\section*{The Airy gas far outside the edge: Lambert-$W$ inversion of $s(\zeta)$ and exchange at large $s$}

\subsection*{Premises and conventions}
The Airy gas (Kohn and Mattsson, 1998) is the edge model on which Armiento and Mattsson built the AM05 functional (2005). Non-interacting, spin-unpolarised electrons at zero temperature move in the Kohn--Sham potential $v=gz$, with slope $g>0$ in J/m, and fill all states below the chemical potential $\mu=0$. The classical turning point is $z=0$ and the vacuum lies at $z>0$. We write $K=e^2/4\pi\varepsilon_0$, $E_h=K/a_0=4.360\times10^{-18}$ J, and
\begin{equation}
l=\left(\frac{\hbar^2}{2m_e g}\right)^{1/3},\qquad \zeta=\frac{z}{l},\qquad u=\zeta^{3/2}.
\end{equation}
A GGA writes the exchange energy per electron of an unpolarised density as
\begin{equation}
\epsilon_x=-\frac{3K}{4\pi}k_F\,F_x(s),\qquad k_F=(3\pi^2n)^{1/3},\qquad s=\frac{|\nabla n|}{2k_Fn}.
\label{gga}
\end{equation}
The exact $\epsilon_x(\mathbf r)$ is not unique, since any term that integrates to zero may be added to $n\epsilon_x$. We take the conventional choice, half the Coulomb energy of an electron at $\mathbf r$ with its exchange hole $-|\gamma(\mathbf r,\mathbf r')|^2/2n(\mathbf r)$, where $\gamma$ is the spin-summed density matrix.

\subsection*{Step 1: the density}
The motion along $z$ at energy $-xgl$ obeys Airy's equation, and the decaying solution is ${\rm Ai}(\zeta+x)$, normalised by $\int {\rm Ai}(\zeta+x){\rm Ai}(\zeta+x')\,d\zeta=\delta(x-x')$. Because $gl=\hbar^2/2m_el^2$, an in-plane wave vector $\mathbf k/l$ is occupied if $k^2\le x$. With spin this gives $2\pi x/(2\pi l)^2=x/2\pi l^2$ states per area, so $n=n_0/l^3$ with
\begin{equation}
n_0(\zeta)=\frac1{2\pi}\int_\zeta^\infty (t-\zeta)\,{\rm Ai}^2(t)\,dt .
\end{equation}

\textbf{Predict.} Differentiate twice. What are $n_0'$ and $n_0''$?

The first derivative removes the factor $t-\zeta$, and $n_0''={\rm Ai}^2/2\pi$. From ${\rm Ai}''=t\,{\rm Ai}$ one verifies the primitives $t{\rm Ai}^2-{\rm Ai}'^2$ of ${\rm Ai}^2$ and $({\rm Ai}{\rm Ai}'-t{\rm Ai}'^2+t^2{\rm Ai}^2)/3$ of $t{\rm Ai}^2$. Hence
\begin{equation}
n_0=\frac{\zeta^2{\rm Ai}^2-\zeta{\rm Ai}'^2-\tfrac12{\rm Ai}{\rm Ai}'}{3\pi},\qquad
n_0'=-\frac{N(\zeta)}{2\pi},\qquad N={\rm Ai}'^2-\zeta{\rm Ai}^2 .
\label{dens}
\end{equation}
The length $l$ cancels from $s=|n_0'|/[2(3\pi^2)^{1/3}n_0^{4/3}]$, so $s(\zeta)$ is one curve for all slopes. Equation \eqref{dens} gives $s(0)=2.08$.

\subsection*{Step 2: $s(\zeta)$ outside the edge}
Let $\lambda=-{\rm Ai}'/{\rm Ai}$ and $\kappa=\sqrt\zeta$, so that $u=\kappa^3$. Airy's equation becomes $\lambda^2=\zeta+\lambda'$, and iteration gives $\lambda=\kappa+1/4\kappa^2-5/32\kappa^5+\dots$ Integrating $-2\lambda$, with the standard prefactor of the Airy asymptote, and using $N={\rm Ai}^2\lambda'$,
\begin{equation}
{\rm Ai}^2=\frac{e^{-4u/3}}{4\pi\kappa}\Big(1-\frac{5}{24u}\Big),\qquad
N=\frac{{\rm Ai}^2}{2\kappa}\Big(1-\frac1{2u}\Big).
\label{N}
\end{equation}
Here and below, brackets omit terms of order $u^{-2}$. One more integration uses $\int_\zeta^\infty fe^{-\phi}dt=e^{-\phi}[f/\phi'+(f/\phi')'/\phi'+\dots]$, which is repeated integration by parts. With $\phi'=2\sqrt t$ and $f=1/t$ it supplies the factor $(1-3/4u)/2\kappa$:
\begin{equation}
|n_0'|=\frac{e^{-4u/3}}{16\pi^2\zeta}\Big(1-\frac{17}{24u}\Big),\qquad
n_0=\frac{e^{-4u/3}}{32\pi^2u}\Big(1-\frac{35}{24u}\Big).
\label{asy}
\end{equation}

\textbf{Predict.} The ratio $|n_0'|/n_0$ grows only as $2\kappa$. With what exponent does $s$ grow?

The exponential comes from $1/k_F\propto n_0^{-1/3}$, so it is one third of $4u/3$. To leading order $k_Fl=(3/32)^{1/3}e^{-4u/9}/\kappa$ and $s=\kappa/k_Fl$. The corrections combine as $-17/24+(4/3)(35/24)=89/72$:
\begin{equation}
s=\Big(\frac{32}{3}\Big)^{1/3}\zeta\,e^{4u/9}\Big(1+\frac{89}{72u}\Big).
\label{s}
\end{equation}

\subsection*{Step 3: the inversion}
A GGA knows $s$ and not $\zeta$, so \eqref{s} has to be solved for $\zeta$. Drop the bracket and call the solution $\tilde\zeta$, with $\tilde u=\tilde\zeta^{3/2}$.

\textbf{Predict.} The Lambert function solves $we^w=y$. To which power must \eqref{s} be raised so that prefactor and exponent hold the same variable?

The power $3/2$ turns $\tilde\zeta$ into $\tilde u$ and the exponent into $2\tilde u/3$. Multiplying by $\tfrac23\sqrt{3/32}=1/2\sqrt6$,
\begin{equation}
\frac{2\tilde u}{3}e^{2\tilde u/3}=\frac{s^{3/2}}{2\sqrt6}
\quad\Longrightarrow\quad
\tilde\zeta(s)=\left[\frac32W\!\left(\frac{s^{3/2}}{2\sqrt6}\right)\right]^{2/3}.
\label{inv}
\end{equation}
For $y>0$ the function $we^w$ rises monotonically from zero, so the principal branch is the only real solution. The dropped bracket shifts $\ln s$ by $89/72u$, while $d\ln s/du\to4/9$. Therefore $\tilde u-u\to89/32u$, a relative shift of order $u^{-2}$. As a test near the edge, \eqref{dens} gives $s=20.8$ at $\zeta=2$, and \eqref{inv} returns $\tilde\zeta=2.21$. Taking logarithms, $w+\ln w=\ln y$, so $W=\ln y-\ln\ln y+o(1)$ and $\tilde u\to\tfrac94\ln s$, with a relative correction of order $\ln\ln s/\ln s$.

\subsection*{Step 4: the exchange energy far outside}
With the in-plane separation $\mathbf R$ in units of $l$, sum over the occupied $x\ge k^2$ at fixed $\mathbf k$:
\begin{equation}
\gamma=\frac{2}{l^3}\int\frac{d^2k}{(2\pi)^2}e^{i\mathbf k\cdot\mathbf R}\,G(k^2),\qquad
G(y)=\int_y^\infty {\rm Ai}(\zeta+x){\rm Ai}(\zeta'+x)\,dx .
\end{equation}
Put $A=\zeta+y$, $B=\zeta'+y$, $D=A-B=\zeta-\zeta'$. The combination ${\rm Ai}(A){\rm Ai}'(B)-{\rm Ai}'(A){\rm Ai}(B)$ has the $y$ derivative $-D\,{\rm Ai}(A){\rm Ai}(B)$, so exactly
\begin{equation}
G=\frac{{\rm Ai}(A)}{D}\big[{\rm Ai}'(B)+\lambda(A){\rm Ai}(B)\big].
\label{G}
\end{equation}
Then $\epsilon_x=-(K/2l)\langle(D^2+R^2)^{-1/2}\rangle$, averaged over the unit-normalised hole. Parseval's theorem with $d^2k=\pi\,dy$ gives $l^6\int|\gamma|^2d^2R=\pi^{-1}\int G^2dy$ and, since $|\nabla_kG|^2=4yG'^2$, $l^6\int R^2|\gamma|^2d^2R=\pi^{-1}\int4y\,{\rm Ai}^2(A){\rm Ai}^2(B)\,dy$.

\textbf{Predict.} A unit hole confined to the turning point would give $\epsilon_x=-K/2z$. Does the hole stay there as the electron moves out?

It does not. For $B=-q^2<0$ the mean over oscillations is $\overline{{\rm Ai}^2}=1/2\pi q$ and $\overline{{\rm Ai}'^2}=q/2\pi$, and the cross term averages out. The factor ${\rm Ai}^2(A)\propto e^{-2\kappa y}$ restricts $y$ to about $1/2\kappa$, so $\lambda\simeq\kappa$ and $D\simeq\kappa^2+q^2$. The squared bracket in \eqref{G} averages to $D/2\pi q$, and $|dB|=2q\,dq$. The normalised depth distribution is a Lorentzian in $q$:
\begin{equation}
P(q)=\frac{2}{\pi}\frac{\kappa}{\kappa^2+q^2},\qquad
\Big\langle\frac1D\Big\rangle=\frac{2\kappa}{\pi}\int_0^\infty\frac{dq}{(\kappa^2+q^2)^2}=\frac1{2\zeta}.
\end{equation}
Half the hole lies deeper than $\zeta'=-\zeta$. The hole recedes as the electron leaves, the mean inverse distance is halved, and $\epsilon_x\to-K/4z$. The value equals the classical image potential, but it arises here from exchange alone and from the linear potential.

The averaging needs a justification, and the first correction will matter. The function $p={\rm Ai}^2$ obeys $p'''=4Bp'+2p$. Its transform $L(t)=\int p\,e^{tB}dB$ therefore obeys $L'/L=t^2/4-1/2t$, so $L=e^{t^3/12}/2\sqrt{\pi t}$, where the constant follows from the mean at $t\to0$. The mean $1/2\pi q$ has the transform $1/2\sqrt{\pi t}$. A weight $D^{-m}$ samples $t\sim1/\zeta$, so the replacement is good to relative order $\zeta^{-3}=u^{-2}$, and the region $B\approx A$ carries exponentially small weight. Now let $\kappa^2=A$, write ${\rm Ai}'^2=p''/2-Bp$ and $2{\rm Ai}{\rm Ai}'=p'$, integrate by parts, and use $\lambda^2-B=D+1/2\kappa$:
\begin{equation}
\int\frac{G^2}{D}dB={\rm Ai}^2(A)\int_0^\infty\frac{dq}{\pi}\Big[\frac1{D^2}+\frac1{2\kappa D^3}-\frac{3\kappa}{D^4}\Big]
=\frac{{\rm Ai}^2(A)}{4\kappa^3}\Big(1-\frac{3}{2\kappa^3}\Big).
\label{J}
\end{equation}
The three integrals are $1/4\kappa^3$, $3/32\kappa^6$ and $-15/32\kappa^6$, and the $p''$ term is of relative order $u^{-2}$. Without the weight $1/D$, completeness gives $\int G^2dB=N(A)$, and $\int N\,dy=2\pi n_0$ confirms that the hole holds one electron. Dividing \eqref{J} by \eqref{N} gives $(1-1/u)/2A$. The average over $y$, with $\langle y\rangle=1/2\kappa$, turns $1/A$ into $(1-1/2u)/\zeta$. The lateral spread enters through $(D^2+R^2)^{-1/2}\simeq1/D-R^2/2D^3$, with
\begin{equation}
\Big\langle\frac{R^2}{D^3}\Big\rangle=\frac{\int4y\,e^{-2\kappa y}dy\int dq/\pi D^3}{\int e^{-2\kappa y}dy/2\kappa}
=\frac{(1/\kappa^2)(3/16\kappa^5)}{1/4\kappa^2}=\frac{3}{4\kappa^5},
\end{equation}
and half of this is $3/4u$ of $1/2\zeta$. Adding $1+\tfrac12+\tfrac34$,
\begin{equation}
\epsilon_x=-\frac{K}{4z}\Big(1-\frac{9}{4u}\Big).
\label{ex}
\end{equation}

\subsection*{Step 5: the enhancement factor}
\textbf{Predict.} Express $k_F$ through $s$ and the logarithmic derivative of $n$. Which power of $\zeta$ ends up in $F_x$?

From \eqref{gga} and \eqref{asy}, $k_Fl=|n_0'|/2n_0s=(\kappa/s)(1+3/4u)$. Dividing \eqref{ex} by $-3Kk_F/4\pi$ gives $(1/4\zeta)(4\pi s/3\kappa)$ times the brackets, and $u$ may be replaced by $\tilde u$ at this order:
\begin{equation}
F_x(s)=\frac{\pi s}{3\,\tilde\zeta^{3/2}}\Big(1-\frac{3}{\tilde u}\Big)
\;\longrightarrow\;\frac{4\pi}{27}\frac{s}{\ln s}.
\label{F}
\end{equation}
AM05 keeps the leading term. Taken alone it fails at small $s$, where $W(y)\simeq y$ gives $\tilde\zeta=(3/32)^{1/3}s$ and the term diverges as $s^{-1/2}$. AM05 replaces one factor $\tilde\zeta^{1/2}$ by $(d+\tilde\zeta^2)^{1/4}$ and fixes $d$ by the uniform-gas value at $s=0$:
\begin{equation}
F^b=\frac{\pi s}{3\tilde\zeta(d+\tilde\zeta^2)^{1/4}},\qquad d=\Big[\frac{\pi}{3}\Big(\frac{32}{3}\Big)^{1/3}\Big]^4=28.24 .
\end{equation}
Two interpolations complete the exchange part,
\begin{equation}
F^{\rm LAA}=\frac{cs^2+1}{cs^2/F^b+1},\qquad F_x^{\rm AM05}=X+(1-X)F^{\rm LAA},\qquad X=\frac1{1+\alpha s^2},
\end{equation}
with the fitted constants $c=0.7168$ and $\alpha=2.804$ taken as given. Both drop out as $s\to\infty$. The damping in $F^b$ is $1-d/4\tilde\zeta^2$, of order $\tilde u^{-4/3}$. It has the sign of the $-3/\tilde u$ term but a different power.

\textbf{Predict.} $F_x$ is unbounded. Does the exchange energy diverge?

By \eqref{gga} the energy per volume is proportional to $n^{4/3}s/\ln s\propto|\nabla n|/\ln s$, which is integrable over any decaying tail. The Lieb--Oxford inequality bounds an integral: $|E_x|$ is at most about $2.273$ times the unpolarised LDA exchange of the same total density. Imposing it point by point on a fully polarised density gives $F_x\le2.273/2^{1/3}=1.804$. That condition is sufficient and not necessary, and \eqref{F} shows that the conventional energy density of an exact model exceeds it.

\subsection*{Step 6: one coefficient, two tails}
Take any GGA with $F_x\to a\,s/\ln s$ and a tail $n\sim e^{-\phi}$, up to powers. Then $k_Fs=\phi'/2$ and $\ln s\to\phi/3$, so
\begin{equation}
\epsilon_x\to-\frac{9aK}{8\pi}\,\frac{\phi'}{\phi}.
\label{gen}
\end{equation}
For the Airy gas $\phi'/\phi=3/2z$, and $-K/4z$ requires $a=4\pi/27$, as found. For an atom $\phi'/\phi=1/r$, and the hole is a unit charge left at the core, so $\epsilon_x\to-K/2r$.

\textbf{Predict.} Which $a$ does the atom need, and how does the ratio factorise?

It needs $a=4\pi/9$, three times more: a factor 2 from the position of the hole and $3/2$ from the shape of the decay. Becke's 1988 exchange (B88) has this value. Per electron of spin $\sigma$, with $x=|\nabla n_\sigma|/n_\sigma^{4/3}$,
\begin{equation}
\epsilon_x^{\rm B88}=-Kn_\sigma^{1/3}\left[A_x+\frac{\beta x^2}{1+6\beta x\,{\rm arsinh}\,x}\right],\qquad A_x=\frac32\Big(\frac3{4\pi}\Big)^{1/3}=0.9305,
\label{b88}
\end{equation}
with the fitted $\beta=0.0042$ as given. Spin scaling, $E_x[n_\uparrow,n_\downarrow]=\tfrac12E_x[2n_\uparrow]+\tfrac12E_x[2n_\downarrow]$, evaluates \eqref{gga} at $2n_\sigma$, so $x=2(6\pi^2)^{1/3}s$ and $F_x^{\rm B88}$ is the bracket divided by $A_x$. At large $x$ the bracket tends to $x/6\ln x$, free of $\beta$, and $(6\pi^2)^{1/3}/3A_x=4\pi/9$. A function of $s$ alone has one value of $a$. AM05 exchange thus tends to $-K/6r$ in an atomic tail and B88 to $-3K/4z$ in the Airy gas, and no GGA reproduces the conventional energy density in both.

\subsection*{Range of validity}
Equations \eqref{s}, \eqref{ex} and \eqref{F} are expansions in $1/u$ for $\zeta>0$. For $s<2.08$ the point lies inside the edge, where the means of Step 4 give $n_0\to|\zeta|^{3/2}/3\pi^2$, $|n_0'|\to|\zeta|^{1/2}/2\pi^2$ and $s\to3/4|\zeta|^{3/2}$. There the positive $\tilde\zeta$ is only an interpolation variable. The inversion converges as $u^{-2}$, the leading $F_x$ only as $3/\tilde u$, and this term falls below one tenth at $\tilde u=30$, that is $s=1.3\times10^7$. The form $s/\ln s$ is slower still. The result concerns exchange only, in the conventional gauge, for a potential that stays linear over a distance of order $z$ on both sides of the edge, as the hole requires. A real surface or atom has a potential that flattens in the vacuum, and \eqref{ex} does not carry over. Nothing here fixes the tail of the exchange potential or the quality of total energies.

\subsection*{Illustration: the tail of the hydrogen atom}
Use the exact non-relativistic density for a fixed nucleus, $n=n_\uparrow=e^{-2\rho}/\pi a_0^3$ with $\rho=r/a_0$. The hole is $-n(\mathbf r')$, so $\epsilon_x$ is minus half the Hartree potential energy:
\begin{equation}
\epsilon_x^{\rm exact}=-\frac{E_h}{2}\Big[\frac1\rho-e^{-2\rho}\Big(1+\frac1\rho\Big)\Big].
\end{equation}
Spin scaling gives $k_F=(6\pi^2n)^{1/3}$, and $|\nabla n|/2n=1/a_0$ gives $s=1/k_Fa_0=(6\pi)^{-1/3}e^{2\rho/3}$, $x=2\pi^{1/3}e^{2\rho/3}$ and $\epsilon_x=-(3E_h/4\pi)F_x/s$.

\textbf{Predict.} Insert this $s$ in \eqref{inv} and in the leading term of \eqref{F}.

The argument of $W$ becomes $e^\rho/12\sqrt\pi$, with $12\sqrt\pi=21.27$, and
\begin{equation}
\epsilon_x^{\rm lead}=-\frac{E_h}{4\tilde u}=-\frac{E_h}{6\,W(e^{\rho}/12\sqrt\pi)}\to-\frac{E_h}{6\rho},
\end{equation}
as \eqref{gen} requires. The table lists $-\epsilon_x$ in units of $10^{-20}$ J.

\begin{center}
\begin{tabular}{ccccccccc}
$\rho$ & $r$ (nm) & $s$ & $\tilde u$ & $3/\tilde u$ & exact & B88 & AM05 & leading\\
\hline
5 & 0.265 & 10.5 & 2.28 & 1.31 & 43.6 & 35.9 & 26.0 & 47.7\\
10 & 0.529 & 295 & 7.92 & 0.379 & 21.8 & 17.5 & 10.6 & 13.8\\
20 & 1.06 & $2.32\times10^5$ & 21.4 & 0.140 & 10.9 & 9.62 & 4.62 & 5.09
\end{tabular}
\end{center}

At $\rho=5$ the neglected term $3/\tilde u$ exceeds unity, so the closeness of 47.7 to 43.6 is an accident. The term reaches one tenth only at $\rho=26$. The fitted constants matter little in this range: at $\rho=5$ they lower $F^b=2.69$ to $F_x^{\rm AM05}=2.63$. At that radius $F_x^{\rm B88}=3.63$ and the exact energy density corresponds to $F_x=4.41$, all above $1.804$. The integrated inequality still holds, since the exact $|E_x|=5E_h/16$ is $1.47$ times the unpolarised LDA value for this density.

Relative to the exact magnitude, B88 gives $0.824$, $0.805$ and $0.883$ at the three radii and tends to 1, while AM05 exchange gives $0.596$, $0.488$ and $0.424$ and tends to $1/3$. These are the values of the two functionals on the exact density. Both fall short in magnitude, and in this gauge B88 lies closer at each radius listed, because its coefficient $4\pi/9$ belongs to an exponential tail with a hole at the core, whereas $4\pi/27$ belongs to a linear edge with a receding hole.